Before an excitation energy from a functional without exact exchange is used, someone has to decide whether the state moves charge across the molecule, because such functionals place charge-transfer states too low. The exciton size, the distance between electron and hole, looks like the natural guide. In this boron–nitrogen molecule it points to the wrong state.

Vertical singlet excitations of neutral C16H14BN, C#Cc1cccc2c1N(C)c1ccccc1B2C, in the gas phase, computed with PySCF 2.14.0 at the Tamm-Dancoff revPBE/def2-SVP level with density fitting on a GFN2-xTB geometry. Lambda is the spatial overlap of the orbital pairs, and the last two columns name the occupied and empty orbital of the leading pair.

```
row  singlet state  singlet energy (eV)  singlet oscillator strength  singlet exciton size (Å)  singlet orbital overlap lambda  singlet main from  singlet main to
  1              1                3.050                        0.092                     4.600                           0.690               HOMO             LUMO
  2              2                3.790                        0.024                     5.250                           0.720               HOMO           LUMO+1
  3              3                3.970                        0.002                     4.750                           0.720             HOMO-1             LUMO
  4              4                4.280                        0.006                     5.110                           0.530             HOMO-4             LUMO
  5              5                4.310                        0.013                     3.970                           0.690               HOMO           LUMO+2
  6              6                4.420                        0.015                     4.940                           0.620             HOMO-3             LUMO
```

## Two large excitons

The largest exciton belongs to row 2, at 5.25 Å, and row 4 follows at 5.11 Å. Yet the two states are built quite differently. In row 4 the centre of the electron lies 2.9 Å from the centre of the hole, the place the electron has left. In row 2 the two centres are only about 0.5 Å apart, so there is little net shift of charge across the molecule.

## What the size contains

The exciton size $d$ is the root mean square distance between electron and hole. Let $D$ be the distance between their centres, $\sigma_h$ and $\sigma_e$ their spreads about those centres, and $R$ the correlation of their positions. Writing each position as centre plus deviation and averaging the square gives

$$d^2 = D^2 + \sigma_h^2 + \sigma_e^2 - 2R\,\sigma_h\sigma_e .$$

A negative $R$ means that electron and hole avoid each other, a positive $R$ that they move together. For row 2 the three parts, distance, spread and correlation, add up to

$$d^2 \approx 0.3 + 19.8 + 7.4 = 27.5\ \text{Å}^2, \qquad d \approx 5.2\ \text{Å}.$$

The sum agrees with the table because it restates a definition. Nothing was fitted, and the agreement proves no cause; its use is to show where the size comes from. The output after this text gives the same parts for every row.

The spread is the largest part in every row and differs little between the states. In most of them hole and electron both extend over the fused rings. In row 4 the hole sits mainly on a side group, but the rest of it lies far enough away to keep its spread wide. Without the correlation part, row 4 would have the largest exciton, at 5.0 Å, and all the others would lie between 4.4 and 4.5 Å. Charge transfer is therefore visible in the size only after correlation has been removed.

## Why electron and hole can avoid each other

If one occupied and one empty orbital make up the whole excitation, the probability of finding hole and electron is a product of two separate densities. Knowing where the hole is then says nothing about the electron, and $R$ is zero. Row 4 comes close to this case: its two leading excitations both end in the LUMO, so their occupied orbitals combine into a single hole orbital.

When two pairs mix that differ in both the occupied and the empty orbital, the probability is no longer a single product, and it contains a cross term that depends on both positions at once. The sign of this term, together with the places where the orbitals lie, decides whether electron and hole prefer the same region or different ones. Rows 2 and 5 each need about two effective pairs or slightly more, and they show the two outcomes: correlation lengthens the exciton by 0.77 Å in row 2 and shortens it by 0.43 Å in row 5. Mixing permits correlation but doesn't fix its amount, as the smaller effect in row 3 shows.

## Row 4 moves charge

About two thirds of the hole in row 4 sits on the two carbon atoms of the alkyne group, while the electron goes to boron and the rings. The dipole moment changes by 7.1 D, against at most 2.1 D in the three states below it. The orbital overlap $\lambda$, which measures how far the paired orbitals share the same space, is lowest here, at 0.53.

An alkyne has two π orbitals at right angles, and only one of them conjugates with the rings. The hole of row 4 is probably in the other, which lies in the plane of the rings. The spin–orbit coupling supports this: it reaches 3.8 cm⁻¹ between row 4 and a triplet, against at most 1.1 cm⁻¹ for the other rows. Such a rise is expected when two states differ in the direction of the p orbitals that hold the hole.

In this molecule overlap is thus a better first guide than exciton size. It picks out row 4 and then row 6, the two states with the largest distance between centres. Among the other four rows $\lambda$ varies too little to rank them by charge transfer.

## The energy ladder

Row 1 is almost purely HOMO to LUMO. Nitrogen donates its lone pair into the rings and raises the HOMO; boron offers an empty p orbital and lowers the LUMO. Both orbitals stand about 1 eV away from their nearest neighbours, so any other orbital pair costs much more. This is why a step of 0.74 eV separates row 1 from row 2, while the five higher states crowd into 0.63 eV.

Row 1 might be read as a full transfer from nitrogen to boron, but its centres are only 1.0 Å apart. Besides nitrogen, the hole favours ring carbons ortho and para to nitrogen; besides boron, the electron favours those ortho and para to boron. The two patterns interleave over the same rings. Much of the charge therefore moves between neighbouring atoms, and the net transfer across the molecule is small.

The gap between the main orbitals gives the order of the states, with one exception. Row 4 has a gap of at least 4.10 eV, wider than the 3.94 eV of row 5 and no narrower than the gap of row 6, yet its state lies 0.03 eV below row 5 and 0.14 eV below row 6. Theory offers a reason: a singlet is pushed above its orbital gap by an exchange-type repulsion that needs overlap between hole and electron. In row 4 this overlap is the smallest in the table, and the state lies at most 0.18 eV above its gap. For rows 2, 3 and 5 the comparison is rough, because the main pair carries less than half of the excitation.

This is where the functional matters. For an electron moved away from its hole, revPBE gives too small an orbital gap and lacks the long-range attraction that should accompany a correct one. The first error outweighs the second, so the energy of row 4 is probably too low. Its place just below row 5 should not be trusted.

## Brightness needs signs as well as overlap

The oscillator strength grows with the excitation energy and with the square of the transition dipole. Across the table the energy changes by a factor of about 1.4, the transition dipole by about 8. The dipole therefore decides which states absorb, and row 1 alone holds about 60% of the summed strength.

Row 3 is the weakest absorber although its overlap, 0.72, is as high as any in the table. The overlap counts only the magnitudes of the orbitals, whereas the transition dipole adds products with their signs. In a state mixed from several pairs these contributions can cancel. That is the likely reason for the darkness of row 3, though the individual contributions were not separated here.

## What this means for an emitter

Boron–nitrogen ring systems serve as building blocks of organic light emitters, where the lowest singlet matters most. Here that state is also the strongest absorber, and it stands well clear of the doubtful charge-transfer state. Its hole and electron still overlap strongly, however, which keeps the lowest triplet about 0.6 eV below it. That is some 23 times the thermal energy at room temperature, so at this level of calculation the molecule looks like a poor candidate for returning triplets to the emitting singlet by heat. The judgement is provisional: the gap is a vertical one, and linear response misses double excitations, which can narrow it.

The analysis program printed:

```
Parts of the squared exciton size (square angstrom) and size without correlation (angstrom):
  row  centre distance  distance part  spread part  correlation part  size without correlation  change by correlation  correlation coefficient  effective pairs
    1            1.024          1.049        17.97             2.135                      4.36                 0.2395                   -0.119            1.164
    2            0.548         0.3003        19.79             7.415                     4.482                 0.7677                   -0.375            2.011
    3            0.888         0.7885        18.68             3.136                     4.412                  0.338                   -0.168            2.104
    4            2.896          8.387        16.63             1.108                     5.002                 0.1079                   -0.067            1.066
    5            0.609         0.3709        18.98            -3.565                     4.399                -0.4292                    0.188            2.329
    6            1.245           1.55        18.92             3.955                     4.525                 0.4152                   -0.209            1.428
Transition dipole (au), main-pair orbital gap (eV, row 4 a lower bound) and spin-orbit coupling (cm-1):
  row  transition dipole  orbital gap  energy less gap  largest coupling to a triplet
    1              1.108        2.621           0.4289                          0.939
    2             0.5109        3.542           0.2484                          0.793
    3             0.1339         3.62             0.35                          1.104
    4              0.245        4.099           0.1807                          3.816
    5             0.3518        3.945           0.3654                          0.874
    6             0.3687        4.099           0.3207                          1.107
Row 4 size without correlation less the largest of the others (angstrom): 0.4773
Step from state 1 to state 2 (eV): 0.74
Range of states 2 to 6 (eV): 0.63
State 5 less state 4 (eV): 0.03
HOMO above HOMO-1 (eV): 0.9989
LUMO below LUMO+1 (eV): 0.9205
Share of row 1 in the summed oscillator strength (percent): 60.53
Largest over smallest transition dipole (ratio): 8.275
Highest over lowest energy (ratio): 1.449
Share of the row 4 hole on the two alkyne carbons (percent): 66
Relaxed dipole change in row 1 (D): 1.495
Relaxed dipole change in row 2 (D): 1.168
Relaxed dipole change in row 3 (D): 2.058
Relaxed dipole change in row 4 (D): 7.141
Vertical singlet-triplet gap over thermal energy at 300 K (ratio): 23.09
```
